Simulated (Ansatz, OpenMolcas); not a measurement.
**How basis sets differ on GeSiH4O (SMILES [SiH3][O][GeH])**

GeSiH4O: 7 atoms, total charge 0, spin state singlet. As SMILES, `[SiH3][O][GeH]`. Geometry: relaxed at PBE0-D4/def2-TZVP. This is one conformer, not always the lowest.

```xyz
7

Si   -0.7417    0.6509   -0.2965
O     0.5335   -0.1393    0.3737
Ge    1.2614   -1.7562    0.1342
H    -1.4092   -0.1976   -1.3238
H    -0.2609    1.9013   -0.9375
H    -1.7225    0.9881    0.7664
H     2.4008   -1.5151    1.2380
```

Quantity: the HOMO–LUMO gap, in eV. The values are calculated.

| level | kind | program | value (eV) | CPU time |
| --- | --- | --- | --- | --- |
| HF/ANO-R0 (sfX2C) | Hartree–Fock | OpenMolcas | 9.73 | 3.8 s |
| HF/ANO-RCC-MB (DKH2) | Hartree–Fock | OpenMolcas | 10.26 | 3.4 s |
| HF/STO-3G | Hartree–Fock | OpenMolcas | 11.28 | 2.3 s |
| HF/3-21G | Hartree–Fock | Ansatz | 9.80 | 0.76 s |
| HF/ANO-RCC-VDZ (DKH2) | Hartree–Fock | OpenMolcas | 10.01 | 4.6 s |
| HF/def2-SVP | Hartree–Fock | OpenMolcas | 9.98 | 7.5 s |

All-electron rows without a relativistic Hamiltonian named are non-relativistic. The values span 9.73 to 11.28 eV. A Hartree–Fock LUMO above zero doesn't converge with the basis: it sinks as sets grow more diffuse. Orbital gaps aren't excitation energies. Times are those of the runs behind each value, whatever else they computed, on shared processors of several kinds: orders of magnitude only.

The molecule is a germylene, so the HOMO is expected to be mainly the germanium lone pair, rich in 4s character, and the LUMO the largely empty germanium 4p orbital, pushed up by π donation from oxygen. The gap therefore tests how well a basis describes the valence shell of one atom. STO-3G stands apart at 11.28 eV, probably because its few fixed functions cannot adapt the radial shape of these orbitals to the molecule.

Size alone does not order the rows, however. ANO-R0, also a very compact set, gives the smallest gap, and 3-21G falls below the more flexible def2-SVP. Since sfX2C and DKH2 should treat scalar relativity almost equally for germanium, the difference between ANO-R0 and ANO-RCC-MB points to the contraction of the functions. The near agreement of def2-SVP (9.98 eV) and ANO-RCC-VDZ (10.01 eV) may partly reflect cancellation between basis and relativistic effects. Without the separate orbital energies, the shifts cannot be assigned to the HOMO or the LUMO.
